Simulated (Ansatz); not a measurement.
# Nb: the change of pressure and energy above lowest point with volume per atom

Results calculated with Ansatz 0.2.0 development build, not measured. Equation of state of a cubic crystal from periodic Kohn-Sham density functional theory without spin; pressure corrected for the finite basis.

Cell of the first row (space group Im-3m, No. 229):
```
Nb
1.0
     -1.6211     1.6211     1.6211
      1.6211    -1.6211     1.6211
      1.6211     1.6211    -1.6211
Nb
1
Direct
  0.00000 0.00000 0.00000
```

Settings of every row: formula Nb; structure type bcc; functional PBE; spin treatment none; k mesh 46x46x46; occupation method fermi-dirac; occupation width 0.061225619 eV; wave cutoff 420 eV; datasets soft-1 PAW; density cutoff ratio 4.

| row | volume per atom (Å³) | pressure (GPa) | energy above lowest point (meV/atom) |
| --- | --- | --- | --- |
| 1 | 17.042 | 11.873 | 38.72 |
| 2 | 17.404 | 7.569 | 16.8 |
| 3 | 17.767 | 3.653 | 4.17 |
| 4 | 18.13 | 0.087 | 0 |
| 5 | 18.492 | -3.16 | 3.53 |
| 6 | 18.855 | ? | ? |
| 7 | 19.217 | -8.806 | 31.02 |

Question: what pressure and energy above lowest point should row 6 give?

Worked fit of pressure. Take u = (V_r/V)^(2/3) − 1 with V_r = 17.948 Å³ an atom, which is twice the finite (Eulerian) strain; such expansions in the strain, on which the Birch-Murnaghan equation of state is built, carry the rest volume and the bulk modulus. The shown rows have u = 0.03514, 0.02073, 0.00678, -0.0067, -0.01971, -0.04452. Least squares give pressure = 1.8319 + 264.996 × u + 586.22 × u² GPa; a straight line predicts inner rows, each left out in turn, worse (root mean square 0.37 against 0.0073 GPa). The rows lie off it by 0.005, -0.008, -0.003, 0.004, 0.003, -0.002 (root mean square 0.0046 GPa). The pressure vanishes at u = -0.0070, or V = 18.14 Å³ an atom, and there the bulk modulus at fixed shape and fractions is B = −V dP/dV = (2/3)(1 + u) dP/du = 170 GPa. The withheld row has u = -0.03233, so the fit gives 1.8319 + 264.996 × (-0.03233) + 586.22 × (-0.03233)² = -6.123 GPa.

The calculation gave -6.116 GPa. The fit lies 0.007 GPa (0.034 % of the column's range) below it; its largest miss of a shown row is 0.008 GPa.

Worked fit of energy above lowest point. Take u = (V_r/V)^(2/3) − 1 with V_r = 17.948 Å³ an atom, which is twice the finite (Eulerian) strain; such expansions in the strain, on which the Birch-Murnaghan equation of state is built, carry the rest volume and the bulk modulus. The shown rows have u = 0.03514, 0.02073, 0.00678, -0.0067, -0.01971, -0.04452. Least squares give energy above lowest point = 1.075 + 307.36 × u + 21858.5 × u² − 3446 × u³ meV/atom; a parabola predicts inner rows, each left out in turn, worse (root mean square 0.07 against 0.014 meV/atom). The rows lie off it by 0.00, -0.01, 0.01, 0.00, -0.01, 0.00. Its lowest point lies at u = -0.0070, or V = 18.14 Å³ an atom, and the curvature there gives the bulk modulus at fixed shape and fractions, B = (4/9)(1 + u)² E″(u)/V = 170 GPa. The withheld row has u = -0.03233, so the fit gives 1.075 + 307.36 × (-0.03233) + 21858.5 × (-0.03233)² − 3446 × (-0.03233)³ = 14.10 meV/atom.

The calculation gave 14.08 meV/atom. The fit lies 0.02 meV/atom (0.052 % of the column's range) above it; its largest miss of a shown row is 0.01 meV/atom.
